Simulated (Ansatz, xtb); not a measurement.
**Redistribution: C2H3F3 + C2H5Cl → C2H4F2 + C2H4ClF**

Species: C2H3F3 (1,1,2-trifluoroethane) `FCC(F)F`, singlet; C2H5Cl (chloroethane) `CCCl`, singlet; C2H4F2 `CC(F)F`, singlet; C2H4ClF (1-chloro-1-fluoroethane) `CC(F)Cl`, singlet. The partners trade F for H; both sit on C, so the bond types are kept.

Shapes, held fixed at every level: PBE0-D4/def2-TZVP. Flexible molecules stand in one conformer, not always the lowest. Programs: Ansatz 0.2.0, xtb 6.7.1. The zero-point and thermal change to 298 K, harmonic and unscaled (PBE0-D4/def2-TZVP), is -2.2 kJ/mol.

```csv
level,kind,ΔH(298 K) (kJ/mol),less CCSD(T)/CBS estimate,CPU time (sum over the molecules)
GFN0-xTB,semi-empirical,-41.2,-6.6,0.18 s
HF/def2-SVP,Hartree–Fock,-28.0,+6.6,–
PBE-D4/def2-TZVPP,GGA,-38.6,-4.0,14 s
BHLYP-D4/def2-TZVPP,global hybrid,-32.7,+1.9,15 s
wB97X-V/def2-TZVPP,range-separated hybrid,-35.3,-0.7,40 s
B2PLYP/def2-TZVPP,double hybrid,-34.9,-0.3,26 s
MP2/def2-TZVPP,perturbation theory,-36.0,-1.4,–
CCSD(T)/CBS estimate,coupled cluster or CI,-34.6,0.0,6.5 min
```

The highest level, CCSD(T)/CBS estimate, gives ΔH(298 K) = -34.6 kJ/mol; the levels span -41.2 to -28.0. The column of differences is taken from that level and isn't an error. No measured value is set beside it here. The CBS estimate extrapolates MP2 from def2-TZVPP and def2-QZVPP and adds CCSD(T) − MP2 in the triple-zeta set, cores frozen. Times are processor times on shared x86 and Arm servers, and rough.

Every level makes the fluorine transfer exothermic, and the thermal term of -2.2 kJ/mol is a small part of the coupled-cluster value of -34.6 kJ/mol. Since the bond types are kept, the driving force lies in where the halogens sit. The CHF2 group survives intact, while the fluorine on the neighbouring carbon moves to the carbon that bears chlorine. This creates a geminal F–C–Cl unit, stabilised by donation from halogen lone pairs, chiefly those of fluorine, into the adjacent carbon–halogen σ* orbitals. It also removes the unfavourable vicinal arrangement of electron-withdrawing CH2F and CHF2 groups in the trifluoroethane.

Hartree–Fock gives the weakest driving force and PBE-D4 a stronger one than coupled cluster, perhaps because they respectively underestimate and overestimate this delocalisation, though the small Hartree–Fock basis may contribute. The correlated wavefunction methods and the double hybrid agree closely, which supports a clearly exothermic exchange. The total enthalpy alone can't apportion the gain between geminal stabilisation and vicinal relief.
